Nitrogen is the most electronegative atom in the radical CH₃–N=CH–GeH₂, and it carries the most negative charge, though the two hydrogens on germanium come very close. Germanium is the most positive atom. From these charges it seems natural that an electron should leave from nitrogen and that an extra one should settle on germanium. The calculation confirms only the second half of this guess: germanium takes the largest part of an added electron, but it also gives up the largest part of a removed one.

Hirshfeld-condensed Fukui functions of the neutral doublet radical CH₃–N=CH–GeH₂, computed with PySCF 2.14.0 at the B3LYP/def2-SVPD level on the GFN2-xTB geometry. Fukui minus refers to vertical removal of an electron and fukui plus to vertical attachment, both giving singlet ions. Row 1 is the methyl carbon, row 3 the imine carbon.

```
row  fukui minus (e)  computed element  fukui plus (e)
  1            0.038                 C           0.031
  2            0.157                 N           0.098
  3            0.088                 C           0.058
  4            0.397                Ge           0.498
  5            0.044                 H           0.042
  6            0.033                 H           0.029
  7            0.032                 H           0.028
  8            0.063                 H           0.050
  9            0.073                 H           0.083
 10            0.073                 H           0.084
```

The column fukui minus says how many electrons each atom loses when one electron leaves the molecule. The column fukui plus says how many each atom gains when one is added. The nuclei stay where they are in both steps, and each column adds up to one electron apart from rounding. Germanium leads both columns, with more than twice the share of any other atom, and nitrogen comes second in both.

The static charge fails as a guide because it counts all electrons around an atom, including those held firmly in bonds. Removal and attachment start with one orbital only. In an ordinary closed-shell molecule these are two different orbitals, the highest filled and the lowest empty one, and they may sit on different atoms. A radical has a singly occupied orbital that can serve for both: removal empties it, attachment fills it, and in each case a singlet ion results, which is how both ions were computed here. Germanium is therefore donor and acceptor at once, and the two columns don't point to two separate sites.

Consider first the limit in which nothing but this orbital changes. Each atom would then have the same share in both columns, namely its share of the singly occupied orbital. How nearly the two columns agree can be found by adding, atom by atom, the smaller of the two entries. For germanium and its two hydrogens the smaller entry is fukui minus, which gives 0.543 e in total; for the other seven atoms it is fukui plus, which gives 0.336 e:

0.543 + 0.336 = 0.879

The two columns thus agree on about 88 % of the electron and place the remaining 12 % differently. No constant was fitted to obtain this.

That the orbital sits mainly on germanium is to be expected from the bonding: germanium has four valence electrons but only three bonds, so one electron is left over. The shape of the molecule tells what kind of orbital holds it. The three bond angles at germanium add up to 295°. A flat centre would give 360°, and bonds made from pure p orbitals at right angles would give 270°. Germanium is thus strongly pyramidal, as is usual for radicals centred on the heavier relatives of carbon, whose s and p orbitals mix less readily. The unpaired electron is then expected in a lobe on the open side of the pyramid. Both the pyramid and the way the GeH₂ group is turned come from the approximate tight-binding method GFN2-xTB, and there is no B3LYP optimisation here to confirm them, so what follows about the orbital holds for this geometry.

The direction of this lobe decides with what it can mix. The carbon, nitrogen and germanium atoms lie in one plane, which is very nearly a mirror plane of the molecule, and the lobe lies in it too. The π orbital of the C=N bond changes sign across that plane, so its overlap with the lobe cancels. The electron therefore can't spread over germanium, carbon and nitrogen as it would in a flat, allyl-like radical. This is an argument from geometry and symmetry; the orbital itself was not plotted.

Nitrogen's second place looks odd at first, because the imine carbon is bonded to germanium at 2.1 Å while nitrogen is 3.0 Å away. Yet nitrogen has 1.7 to 1.8 times the carbon's share in the two columns. The likely reason is the nitrogen lone pair, which lies in the same plane as the germanium lobe and is held less tightly than the electrons of the σ bonds. The two can mix through the bonds between them, whereas the imine carbon has only σ bonds to offer in that plane. The π bond may contribute as well, without any mixing with the lobe: a positive charge on germanium draws π electrons from nitrogen towards the carbon, and a negative charge pushes them back towards nitrogen. Both effects favour nitrogen over the nearer carbon, and the columns don't separate them.

There remains the part on which the columns disagree. On going from removal to attachment, germanium's share rises by 0.10 e and nitrogen's falls by 0.06 e. The other electrons do respond to the change of charge. With the orbitals frozen, removal could only lower the density, yet in some regions it rises, by 0.17 e in all. But such a response needn't make the columns differ, as a short calculation shows.

Let n be the number of electrons in the singly occupied orbital: 0 in the cation, 1 in the radical, 2 in the anion. Write the number of electrons on one atom as

N(n) = a + b n + c n²

where a, b and c are constants of that atom. The two shares are then

fukui minus = N(1) − N(0) = b + c
fukui plus = N(2) − N(1) = b + 3c

A response in simple proportion to the charge goes into b and shifts both columns alike. Only the curvature c separates them, and the difference is 2c. So the question is why nitrogen's electron count bends downwards as the germanium orbital fills.

The lone pair offers an answer. It can donate into the germanium orbital only as far as that orbital has room. In the cation there are two vacancies, in the radical one, in the anion none. If each vacancy drew the same amount from nitrogen, the donation would fall in equal steps and c would be zero. But the vacancies aren't equal: in the cation the positive charge sits mostly on germanium and pulls its empty orbital down towards the lone pair, so that the two mix more strongly. Each vacancy then draws more than in the radical. Nitrogen loses more on removal than it gains on attachment, and germanium is partly refilled in the cation. This gives the right sign for both atoms, but the calculation doesn't isolate the donation, so its size remains open. The imine carbon fits less well: it has no lone pair, yet its share falls from 0.088 to 0.058 e, by about a third, much as nitrogen's does. The lone pair alone therefore doesn't account for the whole difference.

A second cause may add to it. The extra electron of the anion is held by only 1.8 eV, against 8.5 eV for the electron removed from the radical, and a more loosely held electron on germanium spreads further into the space around the GeH₂ group. Germanium and its two hydrogens are indeed the only atoms whose shares grow on attachment. The Hirshfeld scheme, which divides the density in proportion to that of free atoms, would credit such a cloud largely to these three. Whether this or the lone pair matters more can't be read from the two columns.

The anion also calls for some caution. Its highest occupied orbital has a positive energy, which taken literally means an unbound electron. B3LYP is known to push such levels too high because an electron partly repels itself, and the total energies put the anion 1.8 eV below the radical. The reach of the added electron may still depend on the basis set. The rise of germanium's share from 0.397 to 0.498 e is therefore less secure than its first place, which the removal column shows without any anion.

The hydrogens on germanium, with 0.07 to 0.08 e each, have larger shares than the other hydrogens. This alone doesn't make them reactive sites. They sit only 1.6 Å from germanium, and the division of the density probably hands them part of the cloud around it. It is safer to read GeH₂ as one unit, which supplies 54 % of the removed electron and takes up 67 % of the added one.

In practice, start with the orbital that holds the unpaired electron and leave the static charges aside. Check whether its centre is flat or pyramidal, then look for filled orbitals of the same symmetry close in energy; those are places to which the change of charge may leak. Nor should nitrogen's larger share on removal be taken to mean that the electron comes from its lone pair. A lone pair that merely donates into the emptied germanium orbital leaves the same mark.

Germanium compounds serve as precursors for germanium-containing films in electronic devices, and a radical like this one could form when such a molecule loses a hydrogen atom or another group. The table suggests that this fragment would exchange charge with its surroundings mainly through the GeH₂ end, whichever way the electron goes. It describes one conformer in the gas phase. Where the fragment binds on a growing film, and how fast, depends on the surface and on the bonds formed there, and has to be calculated with the surface present.
